\section*{Solution key: storage time of a short-base diode across drive regimes and materials}

\textbf{Problem.} A one-sided abrupt $p^+n$ junction of area $A$ has a neutral $n$ base $0\le x\le W$ that ends in an ohmic metal contact. It carries a steady forward current $I_F$. At $t=0$ the circuit forces a constant reverse current of magnitude $I_R$. (a) State the boundary-value problem. (b) Derive the condition for the storage time $t_s$ when $W\ll L$. (c) Give closed forms and their ranges. (d) Compare drive ratios for a Si diode with $W=3~\mu$m. (e) Compare materials at $I_F=I_R$, with finite lifetime. (f) Size the neglected terms.

\textbf{Conventions.} $p(x,t)$ is the excess hole density, $D$ the minority-carrier diffusion coefficient, $\tau$ the lifetime and $L=\sqrt{D\tau}$. Current is positive from $p$ to $n$, and $I_F,I_R>0$. Injection is low, the temperature is 300 K, and $kT/q=25.85$ mV. The dimensionless variables are
\begin{equation}
\theta=\frac{Dt}{W^2},\qquad r=\frac{I_R}{I_F+I_R},\qquad \lambda=\frac{W^2}{L^2},\qquad \mu_m=\frac{m\pi}{2}\quad(m=1,3,5,\dots).
\end{equation}

\subsection*{(a) Boundary-value problem [3 marks]}

In low injection the minority current in the neutral base is diffusive, $I_p=-qAD\,\partial p/\partial x$, and
\begin{equation}
\frac{\partial p}{\partial t}=D\frac{\partial^2p}{\partial x^2}-\frac{p}{\tau},\qquad p(W,t)=0,\qquad \left.\frac{\partial p}{\partial x}\right|_{x=0}=+\frac{I_R}{qAD}\quad(t>0).
\label{bvp}
\end{equation}
The condition at $x=0$ assumes that holes crossing the junction carry the whole terminal current; part (f) tests this. The junction voltage is $V_j=(kT/q)\ln[1+p(0,t)/p_{n0}]$, with $p_{n0}$ the equilibrium hole density. It stays near its forward value while $p(0,t)\gg p_{n0}$, which is why a source $V_R\gg V_j$ behind a resistor gives a constant $I_R$. The storage phase ends when $V_j=0$, that is when $p(0,t_s)=0$. For $\lambda\to0$ the recombination term drops and the forward profile is $p(x,0)=I_F(W-x)/(qAD)$.

\subsection*{(b) Exact condition for $W\ll L$ [6 marks]}

The time-independent solution of \eqref{bvp} without recombination is $p_\infty=-I_R(W-x)/(qAD)$. It is negative and is never reached physically, but it removes the inhomogeneous boundary condition. The difference $u=p-p_\infty$ has $\partial_xu(0,t)=0$, $u(W,t)=0$ and $u(x,0)=(I_F+I_R)(W-x)/(qAD)$. The eigenfunctions with zero slope at $0$ and a node at $W$ are $\cos(\mu_mx/W)$ with $m$ odd, and each decays as $e^{-\mu_m^2\theta}$. The expansion coefficients are
\begin{equation}
\frac{2}{W}\int_0^W(W-x)\cos\frac{\mu_mx}{W}\,dx=\frac{2W}{\mu_m^2}=\frac{8W}{m^2\pi^2}.
\end{equation}
The edge density is therefore
\begin{equation}
p(0,t)=\frac{W}{qAD}\Big[(I_F+I_R)\,G(\theta)-I_R\Big],\qquad G(\theta)=\sum_{m\ \mathrm{odd}}\frac{8}{m^2\pi^2}\,e^{-m^2\pi^2\theta/4}.
\end{equation}
Since $\sum_{m\,\mathrm{odd}}m^{-2}=\pi^2/8$, $G(0)=1$ and the initial value is recovered. Setting $p(0,t_s)=0$ gives
\begin{equation}
\frac{I_R}{I_F+I_R}=\sum_{m\ \mathrm{odd}}\frac{8}{m^2\pi^2}\exp\!\left(-\frac{m^2\pi^2Dt_s}{4W^2}\right).
\label{exact}
\end{equation}
$G$ falls monotonically from 1 to 0, so the root $\theta_s(r)$ is unique, and $t_s=(W^2/D)\,\theta_s(r)$. Material and geometry enter through $W^2/D$ alone, the circuit through $r$ alone, and $\tau$, $A$ and the current level do not appear. \emph{Marking note:} modes $\sin(n\pi x/W)$ belong to a fixed density at $x=0$, not to a fixed current, and earn no credit here.

\subsection*{(c) Closed forms [5 marks]}

\emph{One mode.} Keeping $m=1$ in \eqref{exact},
\begin{equation}
t_s\simeq\frac{4W^2}{\pi^2D}\ln\frac{8(I_F+I_R)}{\pi^2I_R},\qquad \theta_1=\frac{4}{\pi^2}\ln\frac{8}{\pi^2r}.
\label{one}
\end{equation}
The $m=3$ term is smaller than the first by $\tfrac19e^{-2\pi^2\theta}\simeq\tfrac19(\pi^2r/8)^8$, so the truncation error grows as $r^8$. The dropped terms are positive, hence $\theta_1<\theta_s$. The logarithm turns negative for $r>8/\pi^2=0.811$, that is $I_R/I_F>4.28$, where \eqref{one} has no meaning.

\emph{Short time.} Poisson summation converts the mode sum for the rate into a sum over images of the junction in the contact:
\begin{equation}
K(\theta)\equiv-\frac{dG}{d\theta}=\sum_{m\ \mathrm{odd}}2e^{-\mu_m^2\theta}=\frac{1}{\sqrt{\pi\theta}}\sum_{n=-\infty}^{\infty}(-1)^ne^{-n^2/\theta}.
\label{kernel}
\end{equation}
Integration from 0 gives $1-G=2\sqrt{\theta}\,[\pi^{-1/2}+2\sum_{n\ge1}(-1)^n\,\mathrm{ierfc}(n/\sqrt\theta)]$ with $\mathrm{ierfc}\,z=e^{-z^2}/\sqrt\pi-z\,\mathrm{erfc}\,z$. The $n=0$ term alone yields
\begin{equation}
t_s\simeq\frac{\pi W^2}{4D}\left(\frac{I_F}{I_F+I_R}\right)^2,\qquad\theta_0=\frac{\pi}{4}(1-r)^2 .
\label{short}
\end{equation}
The dropped series alternates with falling terms and starts negative, so $\theta_0<\theta_s$ as well. Both forms are lower bounds and the larger is the better. They cross once, at $r=0.48$, where each is 0.3 per cent low; this is the largest error of $\max(\theta_0,\theta_1)$.

\emph{Charge control, for contrast.} If the profile is taken to stay triangular, the stored charge leaks to the contact at the rate $Q/\tau_T$ with $\tau_T=W^2/2D$, so $dQ/dt=-I_R-Q/\tau_T$. Ending the phase at $Q=0$ gives $\theta_{cc}=\tfrac12\ln(1+I_F/I_R)$.

\subsection*{(d) Drive regimes for Si, $W=3~\mu$m [6 marks]}

Input: $D=10$ cm$^2$/s, an approximate typical value for minority holes at $N_D\approx10^{17}$ cm$^{-3}$ (a mobility of 387 cm$^2$/V\,s by the Einstein relation). Then $W^2/D=9.0$ ns, $\tau_T=4.5$ ns, and the slowest mode has the time constant $4W^2/\pi^2D=3.65$ ns.

For $I_F=I_R$, $r=\tfrac12$ and $\ln(16/\pi^2)=0.4831$, so $\theta_1=0.1958$ and \eqref{one} gives 1.76 ns. At the root the $m=3$ term is 0.0023 of the first and adds 0.0009, so $\theta_s=0.1967$ and the model's storage time is
\begin{equation}
t_s=0.1967\times9.0~\mathrm{ns}=1.77~\mathrm{ns}.
\end{equation}
The third figure compares formulas only; the uncertainty of $D$ passes in proportion to $t_s$.

\begin{center}
\begin{tabular}{cccccc}
\hline
$I_R/I_F$ & $\theta_s$, Eq.~\eqref{exact} & $\theta_1$ & $\theta_0$ & $\theta_{cc}$ & $t_s$ (ns)\\
\hline
0.1 & 0.8867 & 0.8867 & 0.6491 & 1.1989 & 7.98\\
0.5 & 0.3602 & 0.3601 & 0.3491 & 0.5493 & 3.24\\
1 & 0.1967 & 0.1958 & 0.1963 & 0.3466 & 1.77\\
2 & 0.0873 & 0.0792 & 0.0873 & 0.2027 & 0.785\\
10 & 0.0065 & $-0.0465$ & 0.0065 & 0.0477 & 0.0584\\
\hline
\end{tabular}
\end{center}

\emph{Trend.} With weak reverse drive the phase lasts long enough for the disturbance to cross the base. The higher modes die, one exponential is left, and $t_s$ grows only as the logarithm of $I_F/I_R$. The holes then leave mainly through the contact, which plays the part that recombination plays in a long base. With strong drive the phase ends before the contact is felt. The current step $I_F+I_R$ lowers the edge density by $2(I_F+I_R)\sqrt{Dt/\pi}/(qAD)$, as in a semi-infinite medium, and $t_s$ is the time at which this equals $I_FW/(qAD)$. Hence $t_s\propto(I_F/I_R)^2$ for $I_R\gg I_F$, and $W$ enters only through the initial edge density. The case $I_F=I_R$ lies at the crossover, where \eqref{one} is 0.5 and \eqref{short} 0.2 per cent low. At $I_R/I_F=2$ the one-mode form is already 9 per cent low; at $0.5$ the short-time form is 3 per cent low. Moderate drive for \eqref{one} thus means $I_R\lesssim I_F$.

Charge control is too long everywhere: by 35 per cent at $I_R/I_F=0.1$, by 76 per cent at 1, and by a factor 7.3 at 10. It waits for $Q=0$, whereas the junction blocks when the edge density vanishes. With $Q_0=I_F\tau_T$, integration of the series over $x$ gives
\begin{equation}
\frac{Q(t)}{Q_0}=-\frac{I_R}{I_F}+\Big(1+\frac{I_R}{I_F}\Big)\sum_{m\ \mathrm{odd}}\frac{4\sin\mu_m}{\mu_m^3}\,e^{-\mu_m^2\theta}.
\end{equation}
At $t_s$ for $I_F=I_R$, 27 per cent of $Q_0$ is still in the base, $I_Rt_s/Q_0=2\theta_s$ or 39 per cent has been drawn back through the junction, and 34 per cent has gone to the contact. For $I_R\to0$ the ratio $\theta_{cc}/\theta_s$ tends to $\pi^2/8=1.23$, the ratio of $\tau_T$ to the time constant of the slowest mode.

\subsection*{(e) Materials at $I_F=I_R$, finite lifetime [8 marks]}

With recombination the steady profile per unit $I/(qAD)$ is $f(x)=L\sinh[(W-x)/L]/\cosh(W/L)$, which has $f''=f/L^2$, $f'(0)=-1$ and $f(W)=0$. Two integrations by parts give the cosine coefficients $2W/(\mu_m^2+\lambda)$, and mode $m$ decays as $e^{-(\mu_m^2+\lambda)\theta}$. The argument of (b) then gives
\begin{equation}
r\,\frac{\tanh\sqrt\lambda}{\sqrt\lambda}=\sum_{m\ \mathrm{odd}}\frac{2\,e^{-(\mu_m^2+\lambda)\theta_s}}{\mu_m^2+\lambda},
\label{life}
\end{equation}
which reduces to \eqref{exact} at $\lambda=0$. The sum equals $\tanh\sqrt\lambda/\sqrt\lambda$ at $\theta=0$ and its derivative is $-e^{-\lambda\theta}K(\theta)$, so \eqref{life} is the same as $\int_0^{\theta_s}e^{-\lambda\theta}K\,d\theta=(1-r)\tanh\sqrt\lambda/\sqrt\lambda$. The $n=0$ image of \eqref{kernel} integrates to $\mathrm{erf}\sqrt{\lambda\theta_s}/\sqrt\lambda$, and $\lambda\theta_s=t_s/\tau$:
\begin{equation}
\mathrm{erf}\sqrt{t_s/\tau}\simeq\frac{I_F}{I_F+I_R}\tanh\frac{W}{L}.
\label{erf}
\end{equation}
For $W\ll L$ this is \eqref{short}. For $W\gg L$ it is the long-base result of Kingston (1954), $\mathrm{erf}\sqrt{t_s/\tau}=I_F/(I_F+I_R)$, which gives $t_s=0.227\,\tau$ at $I_F=I_R$. It needs small $\theta_s$, and so fails for $I_R\ll I_F$ in a short base.

All rows have $W=3~\mu$m, $I_F=I_R$ and a base doping near $10^{17}$ cm$^{-3}$. The $D$ are approximate typical values for the minority carrier. The $\tau$ are assumed values of typical order; lifetimes vary by a decade or more with processing. The column $t_{SB}=0.1967\,W^2/D$ is the lifetime-free result, while $\theta_s$ and $t_s$ solve \eqref{life}. All times are the model's.

\begin{center}
\begin{tabular}{lccccccc}
\hline
Base, carrier & $D$ (cm$^2$/s) & $\tau$ & $\lambda$ & $t_{SB}$ (ns) & $\theta_s$ & $t_s$ (ns) & $t_s/t_{SB}$\\
\hline
$p$-Si, electrons & 20 & 10 $\mu$s & 0.00045 & 0.885 & 0.1967 & 0.885 & 1.000\\
$n$-Si, holes & 10 & 10 $\mu$s & 0.00090 & 1.77 & 0.1966 & 1.77 & 1.000\\
$n$-Ge, holes & 30 & 1 $\mu$s & 0.0030 & 0.590 & 0.1964 & 0.589 & 0.998\\
$n$-4H-SiC, holes & 2.5 & 100 ns & 0.36 & 7.08 & 0.1637 & 5.89 & 0.832\\
$n$-GaAs, holes & 6 & 15 ns & 1.0 & 2.95 & 0.1235 & 1.85 & 0.628\\
$n$-Si:Au, holes & 10 & 1 ns & 9.0 & 1.77 & 0.0250 & 0.225 & 0.127\\
\hline
\end{tabular}
\end{center}

Equation \eqref{erf} reproduces the $\theta_s$ column to within 0.2 per cent.

\emph{Trend in the short-base rows.} In the first three rows $t_s$ follows $1/D$: Ge holes are fastest, Si electrons next, Si holes slowest. The Ge lifetime is a tenth of the Si one and makes no practical difference. An $n^+p$ Si diode stores for half the time of a $p^+n$ diode of equal width because its $D$ is twice as large.

\emph{Size of the lifetime correction.} Expanding both sides of \eqref{erf} to first order in $\lambda$ gives $\sqrt{\theta}\,(1-\lambda\theta/3)=\sqrt{\theta_0}\,(1-\lambda/3)$, or
\begin{equation}
\frac{\delta t_s}{t_s}\simeq-\frac23\,\lambda\,(1-\theta_0)=-0.536\,\lambda\qquad(I_F=I_R).
\end{equation}
The term $-2\lambda/3$ arises because recombination lowers the edge density that a given $I_F$ supports; the term $+2\lambda\theta_0/3$ arises because it also damps the response to the current step. Implicit differentiation of the full equation \eqref{life} gives $d\theta_s/d\lambda=-0.1066$, a relative slope of $-0.542$. Independence of lifetime therefore holds to 5 per cent for $\lambda<0.09$, that is $W<0.3L$, which for the Si hole diode means $\tau>100$ ns. For the SiC row the linear estimate of $t_s/t_{SB}$ is 0.805 against 0.832.

\emph{Crossover.} The parameter $\lambda=(W^2/D)/\tau$ is a ratio of the diffusion time to the lifetime. SiC leaves the short-base regime partly through its small $D$, and GaAs through the short radiative lifetime of a direct gap. In these rows $t_s$ lies below both limits, $t_{SB}$ and $0.227\,\tau$ (22.7 ns for SiC, 3.41 ns for GaAs), since contact and recombination both remove holes. The gold-doped row has $W=3L$ and is a long-base diode: 0.225 ns against 0.227 ns, independent of $W$ and $D$ to about one per cent. Lifetime control pays only when $\tau$ is brought down to $W^2/D$ or below: from 10 $\mu$s to 100 ns it buys 5 per cent in the Si diode. Halving $W$ in the short-base regime divides $t_s$ by four.

\subsection*{(f) Neglected terms [7 marks]}

Take $N_D=10^{17}$ cm$^{-3}$, $N_A=10^{19}$ cm$^{-3}$, $n_i\approx10^{10}$ cm$^{-3}$ (typical), the compiled static dielectric constant $\epsilon_r=11.7$ (Ioffe Institute), and an edge density $p_0=\eta N_D$ with $\eta=0.1$, near the upper limit of low injection. Then $J_F=qDp_0/W=53.4$ A/cm$^2$, $V_{bi}=(kT/q)\ln(N_AN_D/n_i^2)=0.952$ V and $V_F=(kT/q)\ln(p_0N_D/n_i^2)=0.774$ V.

\emph{Drift.} With zero electron current in the steady forward state, the field that keeps the base neutral multiplies $D$ by $(1+2\eta)/(1+\eta)=1.09$ at the edge and by less further in.

\emph{Contact.} The condition $p(W)=0$ needs a recombination velocity far above $D/W=3.3\times10^4$ cm/s. A metal directly on the base, with a velocity typically near $10^6$ to $10^7$ cm/s, meets it. An $n/n^+$ step in front of the metal reflects holes and does not.

\emph{Depletion charge.} In the depletion approximation $w=\sqrt{2\epsilon_r\epsilon_0(V_{bi}-V_j)/qN_D}$ grows from 0.048 $\mu$m at $V_F$ to 0.111 $\mu$m at $V_j=0$. The change $\Delta w=0.063~\mu$m alters $W^2$ by only 4 per cent, but the terminal current has to supply $\Delta Q_j=qN_D\Delta w=1.0\times10^{-7}$ C/cm$^2$, against $J_Rt_s=0.95\times10^{-7}$ C/cm$^2$. For $I_F=I_R$,
\begin{equation}
\frac{\Delta Q_j}{J_Rt_s}=\frac{\Delta w}{\eta\,\theta_sW}\,\frac{\tanh\sqrt\lambda}{\sqrt\lambda},
\end{equation}
which is about 1.1 for the Si diode and 2.8 for the gold-doped row at the same $\eta$. This term rivals the effect, $D$ cancels from it in the short-base limit, and it grows at lower current. Its timing matters. While $V_j$ falls by its first $3kT/q$, so that $p(0)$ drops to 5 per cent of $p_0$, $w$ grows by 0.0095 $\mu$m, a charge equal to 16 per cent of $J_Rt_s$. The end of the voltage plateau is then late by a time of the order of 0.3 ns. The zero crossing at $t_0$ obeys the balance $J_Rt_0=\Delta Q_j+Q_{\mathrm{ext}}$, with $Q_{\mathrm{ext}}$ the net hole charge per area drawn from the base and $\Delta Q_j/J_R=1.9$ ns. Setting $Q_{\mathrm{ext}}=J_Rt_s$ gives the estimate $t_0\approx3.7$ ns. An upper bound follows because $p(0,t)\ge0$ extracts no more than a perfect sink at $x=0$. For that sink the modes $\sin(n\pi x/W)$ give $\sum_n2/(n\pi)^2=\tfrac13$ in units of $J_FW^2/D$, which is $\tfrac23J_F\tau_T$, so $t_0\le4.9$ ns.

The value 1.77 ns is therefore the model's diffusion-limited storage time. It locates the end of the voltage plateau, and it falls short of the zero crossing of the same idealised diode by about a factor of two. Ordinary epitaxial $p^+n\,n^+$ Si diodes without lifetime control typically store for tens of nanoseconds to microseconds, one to three decades longer than the model, because their back boundary reflects holes and their drive is often in high injection. Gold-doped switching diodes typically recover in a few nanoseconds, about a decade above the last row of the materials table, whose very short assumed lifetime leaves the depletion charge as the larger contribution.